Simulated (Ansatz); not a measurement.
Zn: energy less free atoms and pressure against volume scale

Results calculated with Ansatz 0.2.0, not measured. Periodic Kohn-Sham DFT of a crystal at fixed atoms, scaled to volume_scale times the given cell; pressure positive in compression, energy less spherical unpolarised free atoms, largest_vzz the field gradient of largest size among the nuclei.

The cell before it is scaled or strained (space group P6_3/mmc, No. 194):
```
Zn
1.0
      2.6648     0.0000     0.0000
     -1.3324     2.3078     0.0000
      0.0000     0.0000     4.9467
Zn
2
Direct
  0.33333 0.66667 0.25000
  0.66667 0.33333 0.75000
```

Settings of every row: method all-electron LAPW; functional PBEsol; relativity scalar; k mesh 18x18x8; filling fermi-dirac; smearing width 0.03 eV; basis error target 0.25 meV/atom; nucleus gaussian.

Atom start moment: 0 on all atoms.

| row | volume scale | V (Å³/atom) | energy less free atoms (eV/atom) | pressure (GPa) |
| --- | --- | --- | --- | --- |
| 1 | 0.94 | 14.298 | -1.5823 | -0.726 |
| 2 | 0.95 | 14.45 | -1.5812 | -1.643 |
| 3 | 0.96 | 14.602 | -1.5792 | -2.499 |
| 4 | 0.98 | 14.906 | ? | ? |
| 5 | 0.99 | 15.059 | -1.5688 | -4.727 |
| 6 | 1 | 15.211 | -1.564 | -5.371 |
| 7 | 1.01 | 15.363 | -1.5586 | -5.972 |
| 8 | 1.02 | 15.515 | -1.5527 | -6.528 |
| 9 | 1.04 | 15.819 | -1.5393 | -7.52 |
| 10 | 1.05 | 15.971 | -1.532 | -7.964 |
| 11 | 1.06 | 16.123 | -1.5242 | -8.378 |

Question: what energy less free atoms and pressure should row 4 give?

Worked fit of energy less free atoms. Take u = (V_r/V)^(2/3) − 1 with V_r = 15.287 Å³ an atom, which is twice the finite (Eulerian) strain; such expansions in the strain, on which the Birch-Murnaghan equation of state is built, carry the rest volume and the bulk modulus. The shown rows have u = 0.0456, 0.03825, 0.03103, 0.01007, 0.00333, -0.0033, -0.00982, -0.02255, -0.02876, -0.03487. Least squares give energy less free atoms = −1.56138 − 0.8126 × u + 7.475 × u² + 6.1 × u³ eV/atom; a parabola predicts inner rows, each left out in turn, worse (root mean square 7.8e-05 against 2.6e-05 eV/atom). All shown rows lie on it to the printed digit. The withheld row has u = 0.01697, so the fit gives −1.56138 − 0.8126 × (0.01697) + 7.475 × (0.01697)² + 6.1 × (0.01697)³ = -1.5730 eV/atom.

The calculation gave -1.573 eV/atom. The fit meets it to the printed digit.

Worked fit of pressure. Take u = (V_r/V)^(2/3) − 1 with V_r = 15.287 Å³ an atom, which is twice the finite (Eulerian) strain; such expansions in the strain, on which the Birch-Murnaghan equation of state is built, carry the rest volume and the bulk modulus. The shown rows have u = 0.0456, 0.03825, 0.03103, 0.01007, 0.00333, -0.0033, -0.00982, -0.02255, -0.02876, -0.03487. Least squares give pressure = −5.6767 + 90.156 × u + 381.54 × u² + 482 × u³ GPa; a parabola predicts inner rows, each left out in turn, worse (root mean square 0.0058 against 0.0025 GPa). The rows lie off it by 0.001, 0.000, -0.002, 0.003, 0.001, -0.002, -0.002, 0.001, 0.001, -0.001. The withheld row has u = 0.01697, so the fit gives −5.6767 + 90.156 × (0.01697) + 381.54 × (0.01697)² + 482 × (0.01697)³ = -4.035 GPa.

The calculation gave -4.036 GPa. The fit lies 0.001 GPa (0.013 % of the column's range) above it, one unit of the last digit.
